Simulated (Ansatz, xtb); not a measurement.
# Relative energy of two structures of BFH3NSi+

Structure I: the doublet with the links of `[H]/[Si]=[NH+]\BF`. Structure II: a doublet given by its coordinates. Both are isolated ions in the gas phase, relaxed with r2SCAN-D4/def2-SVP; the shapes shown needn't be the lowest conformers.

I (Å):

```xyz
7

B    -1.1893    1.5462    1.1588
F    -1.2919    0.8494    0.0566
N    -0.0748    2.5286    1.2089
Si    1.0426    2.8141   -0.0071
H    -1.9243    1.4335    2.0948
H    -0.0127    3.0639    2.0816
H     0.9043    2.0040   -1.2591
```

II (Å):

```yaml
atoms:
  - { symbol: B, position_ang: [-0.0541, 0.3291, -0.1665] }
  - { symbol: F, position_ang: [-1.4393, 0.8349, -0.3586] }
  - { symbol: N, position_ang: [0.6418, 1.1670, -1.0304] }
  - { symbol: Si, position_ang: [-0.7409, 2.0750, -1.5969] }
  - { symbol: H, position_ang: [0.1246, -0.5604, 0.5974] }
  - { symbol: H, position_ang: [1.6357, 1.1548, -1.2545] }
  - { symbol: H, position_ang: [-1.0201, 3.3902, -0.9428] }
```

Close contacts (Å): B1–F2 1.49, B1–N3 1.39, F2–Si4 1.89, N3–Si4 1.75, B1–H5 1.19, N3–H6 1.02, Si4–H7 1.50.

Energies in hartree; the thermal terms are from r2SCAN-D4/def2-SVP harmonic frequencies (ideal gas, rigid rotor, one conformer each, 298.15 K, 1 atm) and include the zero-point energy:

```
                              I           II
E, CCSD(T)/def2-SVP  −469.352020  −469.347956
    E, MP2/def2-SVP  −469.308153  −469.305084
  E, MP2/def2-TZVPP  −469.763280  −469.763481
  zero-point energy     0.039989     0.040129
       H(298 K) − E     0.046021     0.045623
       G(298 K) − E     0.011229     0.012500
```

Problem. Correct the CCSD(T) difference for the basis set by the MP2 change, then work out ΔE, ΔE₀, ΔH and ΔG for I → II in kcal/mol (1 Eh = 627.51 kcal/mol) and the equilibrium ratio [II]/[I].

Solution. 1. Differences II − I: CCSD(T) +0.004064, MP2 in the small set +0.003069, MP2 in the large set −0.000201 Eh.
2. ΔE = +0.004064 + (−0.000201 − (+0.003069)) = +0.000794 Eh = +0.50 kcal/mol.
3. ΔE₀ = ΔE + ΔZPE = +0.000794 + (+0.000140) Eh = +0.59 kcal/mol.
4. ΔH = ΔE + (−0.000398) Eh = +0.25 kcal/mol.
5. ΔG = ΔE + (+0.001271) Eh = +1.30 kcal/mol, so ΔS = (ΔH − ΔG)/T = −14.7 J/(mol K).
6. kT = 0.9442 mEh, so K = [II]/[I] = exp(−ΔG/kT) = exp(−2.19) ≈ 0.11.

Structure I is favoured at this temperature. An error of 1 kcal/mol in ΔG would change K by a factor of 5.4. Mirror images and further conformers aren't counted.

Other levels gave ΔE = +0.1 (r2SCAN-D4/def2-SVP); +4.8 (HF/def2-SVP); +1.9 (MP2/def2-SVP); +2.6 (CCSD(T)/def2-SVP) kcal/mol. Open shells are spin-unrestricted. The correlated steps freeze 8 core orbitals. Programs: Ansatz 0.2.0.

The two ions are nearly equal in electronic energy, and the preference for I in free energy is mostly entropic. In I the fluorine is terminal on boron. In II it bridges boron and silicon in a four-membered B–F–Si–N ring, with both contacts (1.49 and 1.89 Å) longer than normal single bonds. Fluorine lone-pair donation to the electron-poor silicon probably offsets the ring strain and the weakened B–F bond, while the short B–N distance of 1.39 Å suggests stronger π donation from nitrogen to boron. Closing the ring also turns soft torsions into stiffer skeletal vibrations, which fits the negative ΔS.

Correlation favours the bridged form relative to Hartree–Fock, as does the larger basis, probably because it describes the polarised fluorine bridge better. This basis-set shift exceeds the remaining ΔE, so the sign of the electronic preference isn't secure. Without a barrier for the fluorine shift, the calculated ratio doesn't show whether the ions would interconvert during an experiment.
